The smearing entropy term is the contribution $-\sigma S$ that a calculation for a metal adds to its energy when the sharp edge between filled and empty states is replaced by a smooth one of width $\sigma$. Here $S$ is a dimensionless entropy of the partly filled states, and the occupations are those that minimise the free energy $F=E-\sigma S$, where $E$ is the energy at these occupations. The term was computed by density-functional theory for face-centred cubic aluminium at nine volumes per atom $V$, with the same $\sigma=0.15$ eV throughout. This width is a numerical aid, so the term is no entropy of hot electrons at a real temperature.

Face-centred cubic aluminium in a uniformly strained one-atom cell, computed with Ansatz 0.2.0 using the r2SCAN functional, without spin polarisation, and PAW with a plane-wave cutoff of 500 eV. All volumes use a 20×20×20 k mesh and Gaussian smearing of width σ = 0.15 eV; the entropy term is given as −σS.

```
volume (Å³/atom)  shortest distance (Å)  smearing entropy term (meV/atom)
          12.913                  2.633                            -2.690
          14.671                  2.748                            -3.550
          15.134                  2.776                            -3.690
          15.847                  2.819                            -4.000
          16.582                  2.862                            -4.430
          17.340                  2.905                            -4.770
          18.120                  2.948                            -4.960
          18.653                  2.977                            -4.990
          20.889                  3.091                            -4.700
```

## What the term should measure

Only states near the Fermi level $\mu$ are partly filled, and only they contribute. With Gaussian smearing a state at energy $\varepsilon$ adds

$$-\frac{\sigma}{2\sqrt{\pi}}\,\exp\!\left[-\left(\frac{\varepsilon-\mu}{\sigma}\right)^2\right].$$

If the density of states $D$, counted per atom with both spins, is flat over the width $\sigma$, the sum over states becomes an integral. The integral of the exponential is $\sigma\sqrt{\pi}$, and the term becomes $-\sigma^2D/2$. Read in this way, the column is a density of states at the Fermi level in disguise.

The simplest metal to compare with is a gas of free electrons, and aluminium supplies three per atom. Expansion spreads them over more space, lowers their kinetic energy and squeezes the same number of states into a narrower band. The Fermi energy $E_F$, measured from the band bottom, falls as $V^{-2/3}$. Since $D=4.5/E_F$ for three electrons, the size of the term should grow as $V^{2/3}$.

For the smallest cell, at 12.913 Å³, the estimate runs as follows. The Fermi wave number $k_F$ follows from the electron density, and $\hbar^2/2m$ is 3.81 eV Å²:

$$k_F=\left(\frac{9\pi^2}{12.913}\right)^{1/3}\approx1.90\ \text{Å}^{-1},\qquad E_F\approx3.81\times1.90^2\approx13.8\ \text{eV},$$

$$\frac{\sigma^2D}{2}\approx\frac{0.15^2}{2}\times\frac{4.5}{13.8}\ \text{eV}\approx3.7\ \text{meV}.$$

The calculation gives a size of only 2.69 meV, about 27% less. The estimate contains no adjustable constant, so the miss cannot be hidden in one.

## How the failure shows itself

A reader who tested the estimate only at 16.582 Å³ would have been content, because there it agrees with the calculation to about 2%. The agreement is a crossing of two curves with different slopes. The computed size lies below the free-electron value in the four smaller cells, above it from 16.582 to 18.653 Å³, and below it again in the largest cell. A single good value is therefore a poor test of a law that is meant to describe a change.

The slope exposes the failure more clearly. From the smallest cell to 18.653 Å³ the size grows by a factor of 1.86, where free electrons allow 1.28. Nor is the steep growth even: the exponent between neighbouring rows drops, recovers and drops again, as the output printed after the text lists. Then the trend reverses, and the largest cell has a term 0.29 meV smaller in size than the cell before it.

The reversal rests on one row, and the two values before it differ by only 0.03 meV. The table thus shows that the term has a maximum on this mesh but does not fix its position. It would be rash to read an electronic transition into it.

## Why a sum can fail where an integral works

The step from sum to integral assumed that many states lie within the width $\sigma$ of the Fermi level. The calculation, however, knows the bands only at the points of a mesh of wave vectors. For free electrons at these volumes, one mesh step taken straight across the Fermi surface changes the energy by 1.5 to 2.1 eV. That is at least ten times the smearing width, so most points near the surface miss the window that counts.

The column itself reveals how thin the sampling is. Dividing the term by the contribution of a single state exactly at the Fermi level gives the summed weight of all mesh points in the window. Symmetry makes up to 48 of these points equivalent, and they carry the same information. What remains is worth only five to ten independent points of full weight; the number of independent points that take part is expected to be a few times larger, since many count only in part or have fewer equivalent partners.

A limiting case shows what so few points can do. Suppose that one group of points dominates the sum and that its distance from the Fermi level shrinks as the crystal expands. If the group starts well outside the window, its Gaussian weight rises far more steeply than $V^{2/3}$; if it already sits at the Fermi level, its weight has nothing left to gain. A handful of such groups can produce growth that is too steep in one range and too flat in another, much as the table has it.

This kind of error is easy to overlook because it need not look like noise. Every volume uses the same mesh relative to its own reciprocal lattice, so the same points drift gradually through the window as the cell grows. The resulting curve can be smooth and still be wrong. Smoothness along a series of volumes is no proof that the mesh is dense enough.

## What the mesh alone cannot do

The reversal sets a limit to this explanation. Imagine that expansion merely shrank all band energies by a common factor, as it does for free electrons. A fixed $\sigma$ would then become larger relative to the bands. Because the occupations minimise $E-\sigma S$, a larger relative width gives more weight to the entropy, and $S$ cannot decrease. This holds for a coarse mesh as much as for a perfect one.

The drop in the last row therefore requires bands that shift relative to one another or change their shape. Real aluminium has such freedom: the lattice potential opens gaps at the boundaries of the Brillouin zone, and these need not follow the kinetic energy as the volume changes. At least between the last two rows, then, the bands themselves depart from free-electron scaling. Whether the drop itself would survive on a denser mesh, and how much of the steep growth before it is real, remains open, since a small relative shift of the bands can have a large effect when so few points count.

A denser mesh at the same width would separate the two causes, and the smallest cell, the cell at 18.653 Å³ and the largest one would suffice for a first test. Features that persist would belong to the bands; features that fade would belong to the mesh. Reducing the width on the present mesh would be the wrong test, because still fewer points would then fall inside the window.

## What survives for the equation of state

A poor density of states does not imply a poor energy curve. When $S$ is proportional to $\sigma$, as for a flat density of states, the free energy lies below its value at zero width by half the size of the smearing term. On a coarse mesh the proportionality may fail, but the lowering still cannot exceed the full size of the term, because $S$ does not fall as $\sigma$ grows. Over the whole series half the term changes by 1.15 meV per atom, while the free energy itself spans about 265 meV. The quantity that behaves so badly is a small correction to the one that an equation of state needs.

The equilibrium volume gives the same answer in a more practical unit. In these calculations the pressure changes sign between 15.847 and 16.582 Å³, falling by 3.9 GPa across the interval. The volume dependence of half the smearing term adds about 0.05 GPa there, which would move the equilibrium by roughly 0.01 Å³ per atom towards larger volume. The estimate relies on the factor of one half and covers the smearing correction alone; the error that the mesh leaves in the band energy itself would again need a denser mesh to be measured.

For work with such data the distinction matters. As far as smearing is concerned, the energies can serve for a lattice constant, and a compressibility is expected to suffer little as well, though its dependence on the curvature was not tested here. The smearing term should not be turned into a density of states, and still less into an electronic heat capacity, until it has been shown to hold still when the mesh is refined.

Printed output of the fit:

```
Smearing term against free electrons:
     row  'free-electron size in meV/atom'  'computed size relative to it in %'  'growth exponent from previous row'  'weight in full symmetry groups'
  12.913                             3.674                               -26.78                                  n/a                             5.298
  14.671                                 4                               -11.25                                2.173                             6.991
  15.134                             4.084                                -9.64                                1.245                             7.267
  15.847                             4.211                               -5.009                                1.752                             7.878
  16.582                              4.34                                 2.07                                2.252                             8.724
   17.34                             4.471                                6.677                                1.654                             9.394
   18.12                             4.605                                 7.72                               0.8877                             9.768
  18.653                             4.694                                6.297                                0.208                             9.827
  20.889                             5.062                               -7.159                              -0.5288                             9.256
Growth factor of the size from the smallest cell to the largest term: 1.855
Free-electron growth factor over the same volumes: 1.278
Mean growth exponent over the same volumes: 1.68
Fall in size from the largest term to the last row in meV/atom: 0.29
Difference in size between 18.120 and 18.653 in meV/atom: 0.03
Smallest mesh energy step in the series in eV: 1.537
Largest mesh energy step in the series in eV: 2.118
Smallest ratio of mesh step to smearing width: 10.24
Range of half the smearing term in meV/atom: 1.15
Range of the free energy in meV/atom: 264.6
Smearing pressure between 15.847 and 16.582 in GPa: 0.04687
Drop of the total pressure between 15.847 and 16.582 in GPa: 3.858
Estimated shift of the equilibrium volume by smearing in cubic angstrom per atom: 0.008929
```
